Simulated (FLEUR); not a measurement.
# Fixed-moment energy of ferromagnetic V3Au (Cu3Au type) from all-electron PBEsol calculations

Neither vanadium nor gold is a ferromagnet as an element, yet a compound of the two may still gain energy by polarising its electrons. The problem is to find how the energy of V3Au in the Cu3Au type changes as its total spin moment is raised from zero, and at which moment it settles. Such a curve shows whether a ferromagnetic state is stable against loss of its moment and how stiffly the moment is held, which matters in the search for magnetic materials. The energies are PBEsol free energies per four-atom cell at the measured, fixed geometry, counted from the run without spin polarisation; a negative value favours the moment. Only parallel order is probed, and an antiparallel arrangement of the vanadium moments could lie lower.

## Calculations

V3Au (Cu3Au type): the measured cell (COD); 4 atoms in the cell, atoms and cell held. FLEUR MaX-R8.1, all-electron FLAPW in bulk geometry, scalar-relativistic valence, PBEsol, basis cutoff 3.6 1/bohr, density cutoff 10.8 1/bohr, Fermi-Dirac smearing of 0.03 eV, muffin-tin radii V 2.58, Au 2.58 bohr. Local moments are those inside the muffin-tin spheres. Collinear spins without spin-orbit coupling, 8x8x8 k-points. The total moment is held by two Fermi energies, one for each spin; the row marked free is the unconstrained run, and the row at M = 0 is the run without spin polarisation.

Notes on method and selection:

- Each run ends in the state reached from its start (the fixed-moment runs continue from an earlier run), which may not be the lowest.
- A uniform moment does not probe antiparallel order, which can lie lower.
- At small fixed moments unlike atoms can carry local moments of opposite sign, so the curve need not run smoothly into the unpolarised point.
- Stoner picture: E = M^2 (1/(2N) - I/4) for small M, with N the density of states of both spins at the Fermi energy of the unpolarised run and I the Stoner parameter of the cell.
- A blank cell means that the quantity does not apply to the row, or that its run was not made or gave no value that passed the checks named.
- Curves that are not smooth, that do not rise at the largest moment or whose runs differ in settings are not tabled.
- Runs that did not converge, have known faults or may not be shown are not listed, and runs on Ansatz's PAW sets soft_1 and soft_2 are kept to separate tables.

Columns:

- fixed moment (μB/cell): total spin moment of the cell, held fixed.
- energy from unpolarised (meV/cell): free energy of the cell less that of the run without spin polarisation.
- V moment (μB): largest spin moment inside a V sphere, signed along the total.

## Table of results

| member | fixed moment (μB/cell) | energy from unpolarised (meV/cell) | V moment (μB) |
| --- | --- | --- | --- |
| M = 0 muB | 0.000 | 0.0 | – |
| M = 0.404 muB | 0.404 | −2.6 | 0.124 |
| M = 0.809 muB | 0.809 | ? | ? |
| M = 1.21 muB | 1.213 | −16.2 | 0.370 |
| M = 1.43 muB, free | 1.434 | −17.2 | 0.437 |
| M = 1.62 muB | 1.617 | −16.3 | 0.491 |
| M = 2.02 muB | 2.021 | 1.4 | 0.606 |
| M = 2.43 muB | 2.426 | 37.9 | 0.725 |
| M = 2.83 muB | 2.830 | 78.9 | 0.845 |
| M = 3.23 muB | 3.234 | 121.4 | 0.965 |

Cells marked ? are withheld until the estimate has been made.

## Why the values move as they do

Solution. The unpolarised state is unstable: a moment of 0.404 μB already lowers the energy by 2.6 meV. The unconstrained run settles at 1.434 μB, 17.2 meV below zero, the lowest energy among the rows shown. Its neighbours at 1.213 and 1.617 μB lie 1.0 and 0.9 meV higher, so the minimum is shallow. By 2.021 μB the gain is gone, and the energy is 1.4 meV above the unpolarised run.

Two terms compete. Moving electrons from one spin to the other fills higher band states, at a cost of M²/(2N), while exchange returns IM²/4. At the first step their sum is −2.6 / 0.404² = −15.9 meV/μB², so exchange wins. As M grows, the two Fermi energies move away from their common starting point and the balance changes. To next order this adds a term in M⁴, here positive, which stops the fall.

The moment belongs mainly to vanadium, whose 3d shell is partly filled; the 5d shell of gold is nearly full. The three equal vanadium spheres hold 3 × 0.437 / 1.434 = 0.91 of the total in the free run. The gold moment is small and parallel, so opposed local moments do not disturb the start of this curve.

Beyond the minimum the mean slope climbs quickly and then levels off. It is (1.4 + 16.3) / (2.021 − 1.617) = 44 meV/μB in the first interval after 1.617 μB, then 90, 101 and 105 meV/μB in the next three. An M⁴ term alone would make the slope grow ever faster, so it describes only the lower part of the curve. Since the slope is half the difference between the two Fermi energies, its levelling means that further moment needs little extra splitting. A larger density of states at one or both Fermi energies would do this, but those densities are not shown in the table. A rise at the largest moment was a condition for tabling the curve; a minimum away from zero was not.

## Prediction

Plain estimates from the members shown:

- M = 0.809 muB, straight-line interpolation between M = 0.404 muB and M = 1.21 muB: w = (0.809 − 0.404) / (1.213 − 0.404) = 0.501, so −2.6 + 0.501 × (−16.2 − (−2.6)) = −9.4 meV/cell

The missing point at 0.809 μB lies on the descending side, where E = aM² + bM⁴ is a reasonable form. E/M² should then be linear in M², and the two neighbouring rows fix the line.

The squares of the two moments are 0.404² = 0.163 and 1.213² = 1.471. At 0.404 μB, E/M² = −2.6 / 0.163 = −15.9 meV/μB²; at 1.213 μB it is −16.2 / 1.471 = −11.0 meV/μB², a rise of 15.9 − 11.0 = 4.9. For M² = 0.809² = 0.654 the weight is (0.654 − 0.163) / (1.471 − 0.163) = 0.375. This gives −15.9 + 0.375 × 4.9 = −14.1 meV/μB², and −14.1 × 0.654 = −9.2 meV/cell.

The straight-line value of −9.4 meV/cell is close for a good reason. With these constants the curve changes from bending down to bending up near 0.9 μB, so a chord across that region errs little. The M² form is preferred because it carries the curvature.

The same route can be tried on shown rows, each computed from its nearest shown neighbours. It lies above the computed energy by 0.5 at 1.213 μB and by 0.7 at 1.617 μB, and below it by 0.4 at 1.434 μB. These misses have a root mean square of about 0.55 meV/cell, rounded up to 0.6 for the error. Their signs differ, so no correction is added.

**Committed estimate, M = 0.809 muB: energy from unpolarised = −9.2 ± 0.6 meV/cell.**

## Check

| member | fixed moment (μB/cell) | energy from unpolarised (meV/cell) | V moment (μB) |
| --- | --- | --- | --- |
| M = 0.809 muB | 0.809 | −9.2 | 0.248 |

| member | estimate | energy from unpolarised (meV/cell) | computed | estimate − computed | miss in error bars |
| --- | --- | --- | --- | --- | --- |
| M = 0.809 muB | committed | −9.2 | −9.2 | 0.0 | 0.0 |
| M = 0.809 muB | interpolation | −9.4 | −9.2 | −0.2 |  |

The estimate of −9.2 meV/cell agrees with the computed −9.2 and lies well inside its error bar of 0.6. The straight line gave −9.4, a miss of only 0.2, so this row does not establish that the M² form is the better route.

The argument that held is that E/M² rises steadily between the neighbouring rows. It runs −15.9, −14.1 and −11.0 meV/μB² at 0.404, 0.809 and 1.213 μB, as expected for an exchange gain in M² opposed by a smaller positive term in M⁴. The vanadium moment doubles from 0.124 to 0.248 μB as the total doubles, so the polarisation keeps its distribution over the atoms while the energy falls. No argument failed here, but an interpolation across so smooth a stretch is a mild test of the mechanism.

## Where the trend breaks

The rows at the largest moments depart most from the low-moment form. From the rows at 0.404 and 1.213 μB, the coefficient of M⁴ is (15.9 − 11.0) / (1.471 − 0.163) = 3.75 meV/μB⁴ and that of M² is −15.9 − 3.75 × 0.163 = −16.5 meV/μB². At 3.234 μB this form yields 3.234² × (3.75 × 3.234² − 16.5) = 238 against the computed 121.4, and at 2.830 μB it yields 2.830² × (3.75 × 2.830² − 16.5) = 108 against 78.9, so the computed energies lie about 120 and 30 meV lower. At 2.021 and 2.426 μB they lie about 6 and 5 meV higher.

The change of sign points to band structure. A low density of states at one or both spin Fermi energies would make added moment costly between about 1.6 and 2.4 μB, and a higher density beyond would make it cheaper again. This is the likeliest reason, though the densities are not shown in the table. The size of the departures is less certain than their pattern, because the coefficients rest on the small energy at 0.404 μB and any error there grows strongly on extrapolation. The levelling of the slope is seen directly in the rows and does not depend on that fit.

## Closing remarks

In this PBEsol calculation of the Cu3Au-type cell, with a smearing of 0.03 eV, the ferromagnetic moment settles at 1.434 μB/cell. The gain in free energy is 17.2 / 3 = 5.7 meV per vanadium atom over the unpolarised state.

The smearing matters here, because the free energies include the entropy of the smeared occupations. Extrapolated to zero smearing, the same runs give a clearly deeper minimum, the lowest row becomes 1.617 μB, and 2.021 μB still lies below the unpolarised state. My statement that the gain is gone by 2.021 μB therefore holds only for the smearing used.

The structure matters as well, and I should have said so at the start. V3Au is better known in the denser Cr3Si type, where it is a superconductor. The measured Cu3Au-type cell comes from work on how impurities help that structure to form, whereas the calculation contains only vanadium and gold. No run in the Cr3Si type is included, so the result does not show that ordinary V3Au is ferromagnetic.

Between 0.8 and 1.6 μB, interpolating E/M² in M² from neighbouring rows misses by at most 0.7 meV/cell. At 2.426 and 2.830 μB it misses by 10 and 8, and a straight line in E does better, with misses of 2.3 and 0.8.

The mean slopes on either side of the minimum have sizes (17.2 − 16.3) / (1.617 − 1.434) = 4.9 and (17.2 − 16.2) / (1.434 − 1.213) = 4.5 meV/μB, with opposite signs. The midpoints of the two intervals lie (1.617 − 1.213) / 2 = 0.202 μB apart, so the curvature is (4.9 + 4.5) / 0.202 = 47 meV/μB². A field of 10 T, worth 0.58 meV/μB, would therefore add about 0.58 / 47 = 0.012 μB/cell at this smearing. In the energies extrapolated to zero smearing, the curve still falls on both sides of 1.434 μB and bends less there, so neither the curvature nor the response to a field can be carried over to that limit.

The minimum is only 17.2 meV/cell deep. Its depth changes noticeably with the treatment of the smearing, and may also depend on the functional and the k-point mesh, of which only one each was used. Spin fluctuations, absent here, usually reduce the moment of a weak itinerant magnet.
